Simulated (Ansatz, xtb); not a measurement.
Two isomers of CH3BF−

Structure X: `[BH2-]=CF`, a singlet. Structure Y: the triplet with the links of `[CH][BH2-]F`. Both are isolated ions in the gas phase, relaxed with r2SCAN-D4/def2-SVPD; the shapes shown needn't be the lowest conformers.

X (Å):

```tsv
atom	x (Å)	y (Å)	z (Å)
C	-0.8452	-0.2102	0.7537
B	0.2531	-0.7455	-0.0171
F	-1.4201	-0.8704	1.8867
H	-1.4013	0.7298	0.6262
H	0.6580	-0.0824	-0.9687
H	0.7918	-1.8183	0.2329
```

Y (Å):

```csv
atom,x (Å),y (Å),z (Å)
C,-0.0902,-0.4371,-0.7017
B,-0.3486,-0.3923,0.8616
F,-1.7289,-0.0034,1.1975
H,-0.0401,-1.1322,-1.5545
H,0.4372,0.3987,1.4332
H,-0.1347,-1.5509,1.3144
```

Question: Which of the two would you expect CCSD(T)/def2-TZVPPD electronic energies to favour?

Answer: Structure X; the calculation gives E(Y) − E(X) = +105.8 kJ/mol.

The same difference at several levels:

```
                        level             geometry  E(Y) − E(X) (kJ/mol)  departure from the last row (kJ/mol)  job, with rough time for the two
                    HF/STO-3G             GFN2-xTB                   +12.5                                 −93.3              single point, 0.12 s
r2SCAN-D4/def2-SVPD//GFN2-xTB             GFN2-xTB                   +89.4                                 −16.3               single point, 2.2 s
          r2SCAN-D4/def2-SVPD  r2SCAN-D4/def2-SVPD                   +83.9                                 −21.9                optimisation, 45 s
               HF/def2-TZVPPD  r2SCAN-D4/def2-SVPD                   −11.2                                −117.0           part of the CCSD(T) run
              MP2/def2-TZVPPD  r2SCAN-D4/def2-SVPD                  +113.2                                  +7.4           part of the CCSD(T) run
          CCSD(T)/def2-TZVPPD  r2SCAN-D4/def2-SVPD                  +105.8                                                      single point, 87 s
```

As drawn, Y has 1 C–B, 1 B–F in place of 1 C=B, 1 C–F.

HF/def2-TZVPPD puts the two in the other order. The largest departure from CCSD(T)/def2-TZVPPD is that of HF/def2-TZVPPD, 117.0 kJ/mol. The triplet state of Y needn't be its ground state.

With harmonic frequencies from r2SCAN-D4/def2-SVPD (ideal gas, rigid rotor, one conformer each, 200 K, 1 atm): the zero-point term adds −9.0 kJ/mol; ΔH is +97.5 and ΔG +94.1 kJ/mol.

Open shells are spin-unrestricted. The correlated steps freeze 3 core orbitals. ΔG holds the spin degeneracy. Mirror images aren't counted in ΔG. Codes used: Ansatz 0.2.0, xtb 6.7.1; the last row on 2 threads of Arm Neoverse V2 on a shared host.

X keeps a π bond between carbon and boron, isoelectronic with that of a fluoroalkene, while Y gives it up for two unpaired electrons on a carbene-like carbon. The shorter C–B distance in X fits this picture. Moving fluorine from carbon to boron should recover part of the cost, since B–F bonds are generally stronger than C–F bonds, so the gap probably understates what the π bond alone is worth.

The preference for X depends on electron correlation. Hartree–Fock already keeps electrons of like spin apart through exchange, but misses most of the correlation between opposite spins, which matters more in the closed-shell singlet with its additional electron pair. In the larger basis, MP2 restores the order and slightly overshoots CCSD(T), whereas r2SCAN gives the right sign but too small a gap. Thermal and zero-point terms narrow the difference without threatening the order. None of this says how readily fluorine would migrate between the two atoms, which depends on the barrier and, for these two states, on a change of spin.
